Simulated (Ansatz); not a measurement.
# From the elastic tensor of W at 3 GPa (stress–strain coefficients) to moduli and sound speeds

These are results of DFT PBEsol, scalar-relativistic, plane waves, PAW in Ansatz 0.2.0, not measurements. Settings: 420 eV plane-wave cutoff, Γ-centred 20×20×20 mesh, Fermi-Dirac smearing of 0.15 eV. No spin polarisation.

Symmetry: Im-3m, No. 229, cubic system. The conventional cell has a = 3.145 Å, b = 3.145 Å, c = 3.145 Å, α = 90.00°, β = 90.00°, γ = 90.00°. W (site symmetry m-3m) has 8 W at 2.72 Å as nearest neighbours.

In a metal, frequencies and elastic constants depend on the k mesh and the smearing, soft modes and shear constants most. Spin–orbit coupling is left out, which can shift energies with elements as heavy as these.

Relaxed-ion constants (GPa, on the Cartesian axes of the calculation):
C11 = 567.4, C12 = 219.2, C13 = 219.2, C22 = 567.4, C23 = 219.2, C33 = 567.4, C44 = 156.2, C55 = 156.2, C66 = 156.2 GPa; the others vanish.

Density 19.634 g/cm³; 1 atom in 15.55 Å³.

The values that follow are for a polycrystal of randomly turned grains, by Hill's mean where one number stands.

- Bulk modulus, Voigt / Reuss / Hill: 335.3 / 335.3 / 335.3 GPa
- Shear modulus, Voigt / Reuss / Hill: 163.3 / 162.9 / 163.1 GPa
- Young's modulus: 421 GPa
- Poisson ratio: 0.291
- Pugh ratio B/G: 2.06
- Universal anisotropy index: 0.01
- Longitudinal and transverse sound speeds: 5306 and 2882 m/s
- Debye temperature from the mean sound speed: 384 K

Cost: 1 run of about 0.56 core-minutes, on Intel Xeon 6975P-C (Granite Rapids) (shared hosts).

Tungsten comes out very stiff against both compression and shear, as expected for a group 6 metal whose roughly half-filled d band occupies mainly bonding states and leaves the antibonding ones largely empty. In the bcc structure the Fermi level lies near a minimum between these states, which favours a large tetragonal shear stiffness, (C11 − C12)/2. This stiffness slightly exceeds C44, whereas real tungsten is almost exactly isotropic at ambient pressure. The remaining difference is small and probably reflects the functional or the Fermi-surface contribution to the shear constants. Because the anisotropy is so weak, the Voigt and Reuss shear moduli nearly coincide, and texture should hardly affect the elastic response of a polycrystal. C12 lies above C44 by far more than the applied pressure can explain, so central pair forces alone do not describe the bonding. The Pugh ratio of 2.06 would conventionally suggest ductility, yet tungsten is commonly brittle at room temperature, since screw-dislocation mobility and grain-boundary cohesion control its fracture and neither follows from elastic constants.
